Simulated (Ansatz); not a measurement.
## Zn: phonon heat capacity and phonon entropy against temperature

Results calculated with Ansatz 0.2.0, not measured. Harmonic phonon free energy (zero-point part included), entropy and heat capacity at constant volume from interpolated force constants; periodic cell, basis, potentials, k mesh and filling as listed.

Structure of every row (space group Fm-3m, No. 225):
```
CELL_PARAMETERS angstrom
0.00000 1.96480 1.96480
1.96480 0.00000 1.96480
1.96480 1.96480 0.00000
ATOMIC_POSITIONS crystal
Zn 0.00000 0.00000 0.00000
```

Settings of every row: functional LDA; dispersion none; potentials PAW; wave cutoff 420 eV; density cutoff 1680 eV; k mesh 12x12x12; k shift 0x0x0; occupations fermi dirac; smearing width 0.1 eV; spin none; phonon method finite displacements; phonon supercell 2x2x2; dipole term of polar modes left out.

Limits: coarse k mesh, up to 40 meV an atom off; small supercell for force constants; volume not checked for rest; the cell comes from a prototype or a list of computed structures and needn't be the stable phase.

| row | temperature (K) | phonon heat capacity (k_B/atom) | phonon entropy (k_B/atom) | phonon free energy (meV/atom) |
| --- | --- | --- | --- | --- |
| 1 | 160 | 2.824 | 3.874 | -9.54 |
| 2 | 240 | ? | ? | ? |
| 3 | 320 | 2.954 | 5.886 | -78.31 |
| 4 | 400 | 2.97 | 6.547 | -121.25 |
| 5 | 480 | 2.979 | 7.089 | -168.31 |
| 6 | 560 | 2.985 | 7.549 | -218.81 |
| 7 | 640 | 2.988 | 7.948 | -272.25 |
| 8 | 720 | 2.991 | 8.3 | -328.28 |
| 9 | 800 | 2.992 | 8.615 | -386.61 |
| 10 | 880 | 2.994 | 8.901 | -447 |
| 11 | 960 | 2.995 | 9.161 | -509.27 |

Question: what phonon heat capacity and phonon entropy should row 2 give?

Worked fit of phonon heat capacity. At high temperature a harmonic heat capacity falls short of its limit by a term in 1/T², so take t = (100 K / T)². The shown rows have t = 0.39062, 0.09766, 0.0625, 0.0434, 0.03189, 0.02441, 0.01929, 0.01562, 0.01291, 0.01085. Least squares give phonon heat capacity = 3 − 0.4806 × t + 0.0771 × t² k_B/atom; a straight line predicts inner rows, each left out in turn, worse (root mean square 0.00076 against 0.0004 k_B/atom). The rows lie off it by 0.000, 0.000, 0.000, 0.000, 0.000, 0.000, 0.000, -0.001, 0.000, 0.000. The constant, 3 k_B/atom, is to be held against the harmonic limit of 3 k_B an atom. The withheld row has t = 0.17361, so the fit gives 3 − 0.4806 × (0.17361) + 0.0771 × (0.17361)² = 2.919 k_B/atom.

The calculation gave 2.919 k_B/atom. The fit meets it to the printed digit.

Worked fit of phonon entropy. Entropy rises as the heat capacity times the change of ln T, so take t = ln(T / 300 K). The shown rows have t = -0.6286, 0.0645, 0.2877, 0.47, 0.6242, 0.7577, 0.8755, 0.9808, 1.0761, 1.1632. Least squares give phonon entropy = 5.7012 + 2.93306 × t + 0.03792 × t² k_B/atom; a straight line predicts inner rows, each left out in turn, worse (root mean square 0.011 against 0.0029 k_B/atom). The rows lie off it by 0.002, -0.005, -0.001, 0.001, 0.002, 0.003, 0.002, 0.001, 0.000, -0.003 (root mean square 0.0024 k_B/atom), a smooth pattern that one more power would take up: the form is only approximate. The slope at t = 0, 2.93 k_B/atom, estimates the heat capacity at 300 K. The withheld row has t = -0.2231, so the fit gives 5.7012 + 2.93306 × (-0.2231) + 0.03792 × (-0.2231)² = 5.049 k_B/atom.

The calculation gave 5.041 k_B/atom. The fit lies 0.008 k_B/atom (0.15 % of the column's range) above it; its largest miss of a shown row is 0.005 k_B/atom.

The other values of row 2: phonon free energy -40.51 meV/atom.
